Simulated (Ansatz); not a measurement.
Ionic part of the dielectric constant of BN at 11 GPa, mode by mode

All numbers below come from Ansatz 0.2.0, DFT LDA, scalar-relativistic, plane waves, PAW. Cutoff 420 eV, 12×12×4 k-points (Γ-centred), fixed occupations. No spin polarisation. Phonons by linear response, acoustic sum rule imposed.

The structure is hexagonal, space group P6_3/mmc (No. 194). Conventional cell: a = 2.471 Å, b = 2.471 Å, c = 5.548 Å, α = 90.00°, β = 90.00°, γ = 120.00°. B (site symmetry -6m2) is surrounded by 3 N at 1.43 Å. N (site symmetry -6m2) has 3 B at 1.43 Å as nearest neighbours.

The crystal is built of layers and no dispersion correction was added, so the binding between them is poorly described, and with it their spacing and whatever depends on it.

The primitive cell has V = 29.34 Å³ and ε∞,yy = 5.394. Each polar mode adds Δε = (4.92064×10⁷/V)·S/ν² along y, with S its oscillator strength in e²/amu, ν in cm⁻¹ and V in Å³.

Question: From these modes, find each Δε and ε0,yy.
```tsv
ν (cm⁻¹)	S_yy (e²/amu)
1420.8	2.426
```

Answer:
| ν (cm⁻¹) | Δε |
| --- | --- |
| 1420.8 | 2.02 |

The sum is 2.016, so ε0,yy = 7.41; the run's tensor has 7.41.

Question: Where do the longitudinal modes lie for a wave vector along y?

Answer: At 1665 cm⁻¹. The Lyddane–Sachs–Teller product Π(ν_LO/ν_TO)² = 1.37 matches ε0/ε∞ = 1.37.

Cost: 1 run of about 0.73 core-minutes, on Intel Xeon Platinum 8488C (Sapphire Rapids) (shared hosts).

The in-plane static response is mainly electronic: the lattice adds 2.02 to an ε∞ of 5.394, all of it from one polar mode. This mode moves the B and N sublattices against each other within the layers, stretching the stiff, partly ionic sp² bonds. Its oscillator strength is large because the atoms are light and the displacement drives charge through the polarisable σ and π bonds, giving sizeable Born effective charges. The ionic term nevertheless stays moderate, since it falls with the square of a frequency that the strong bonds keep high.

The same dipole activity produces the wide gap between the transverse mode at 1420.8 cm⁻¹ and the longitudinal one at 1665 cm⁻¹, where the macroscopic field adds a restoring force that the electrons only partly screen. By hexagonal symmetry, the result holds for every direction in the plane. It doesn't carry over to the c axis, where the polar vibration is a softer out-of-plane buckling of the layers with its own effective charges and electronic screening.
